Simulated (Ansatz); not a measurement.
A series in volume scale on C

Free energy against uniform scaling of the volume at fixed shape and fractions; periodic cell, basis, potentials, k mesh and filling as listed. The results are calculated, by Ansatz 0.2.0.

The cell before it is scaled or strained (space group Fmmm, No. 69):
```
C
1.0
      0.0000     2.1270     3.3480
      1.2280     0.0000     3.3480
      1.2280     2.1270     0.0000
C
2
Direct
  0.16667 0.83333 0.16667
  0.83333 0.16667 0.83333
```

Settings of every row: functional r2SCAN; dispersion none; potentials PAW; wave cutoff 650 eV; density cutoff 2600 eV; k mesh 14x14x14; k shift 0x0x0; occupations cold; smearing width 0.15 eV; spin none.

Limits: a layered crystal: even scaling strains the bonds within the layers, so this curve is stiffer than the crystal under pressure; coarse k mesh, up to 40 meV an atom off.

| row | volume scale | V (Å³/atom) | pressure (GPa) | energy above lowest point (meV/atom) |
| --- | --- | --- | --- | --- |
| 1 | 0.9 | 7.87 | 37.13 | 94.7 |
| 2 | 0.925 | 8.089 | 26.3 | 51.6 |
| 3 | 0.95 | 8.308 | 16.65 | 22.4 |
| 4 | 0.975 | 8.526 | 8.05 | 5.7 |
| 5 | 1 | 8.745 | 0.38 | 0 |
| 6 | 1.025 | 8.963 | ? | ? |
| 7 | 1.05 | 9.182 | -12.57 | 17.3 |
| 8 | 1.075 | 9.401 | -18.03 | 38.3 |
| 9 | 1.1 | 9.619 | -22.89 | 66.2 |

Question: what pressure and energy above lowest point should row 6 give?

Worked fit of pressure. Take u = (V_r/V)^(2/3) − 1 with V_r = 8.6355 Å³ an atom, which is twice the finite (Eulerian) strain; such expansions in the strain, on which the Birch-Murnaghan equation of state is built, carry the rest volume and the bulk modulus. The shown rows have u = 0.06384, 0.04455, 0.02611, 0.00854, -0.00837, -0.04008, -0.05505, -0.06938. Least squares give pressure = 4.114 + 454.35 × u + 963.1 × u² + 338 × u³ GPa; a parabola predicts inner rows, each left out in turn, worse (root mean square 0.026 against 0.012 GPa). The rows lie off it by 0.00, 0.00, 0.01, -0.01, 0.00, 0.00, 0.01, 0.00. The pressure vanishes at u = -0.0092, or V = 8.757 Å³ an atom, and there the bulk modulus at fixed shape and fractions is B = −V dP/dV = (2/3)(1 + u) dP/du = 288 GPa. Letting shape and atoms relax would as a rule lower it, by much in layered, chain or molecular crystals. The withheld row has u = -0.02451, so the fit gives 4.114 + 454.35 × (-0.02451) + 963.1 × (-0.02451)² + 338 × (-0.02451)³ = -6.45 GPa.

The calculation gave -6.46 GPa. The fit lies 0.01 GPa (0.017 % of the column's range) above it, one unit of the last digit.

Worked fit of energy above lowest point. Take u = (V_r/V)^(2/3) − 1 with V_r = 8.6355 Å³ an atom, which is twice the finite (Eulerian) strain; such expansions in the strain, on which the Birch-Murnaghan equation of state is built, carry the rest volume and the bulk modulus. The shown rows have u = 0.06384, 0.04455, 0.02611, 0.00854, -0.00837, -0.04008, -0.05505, -0.06938. Least squares give energy above lowest point = 1.56 + 333.1 × u + 17924 × u² − 4469 × u³ meV/atom; a parabola predicts inner rows, each left out in turn, worse (root mean square 0.31 against 0.028 meV/atom). All shown rows lie on it to the printed digit. Its lowest point lies at u = -0.0093, or V = 8.757 Å³ an atom, and the curvature there gives the bulk modulus at fixed shape and fractions, B = (4/9)(1 + u)² E″(u)/V = 288 GPa. Letting shape and atoms relax would as a rule lower it, by much in layered, chain or molecular crystals. The withheld row has u = -0.02451, so the fit gives 1.56 + 333.1 × (-0.02451) + 17924 × (-0.02451)² − 4469 × (-0.02451)³ = 4.2 meV/atom.

The calculation gave 4.2 meV/atom. The fit meets it to the printed digit.
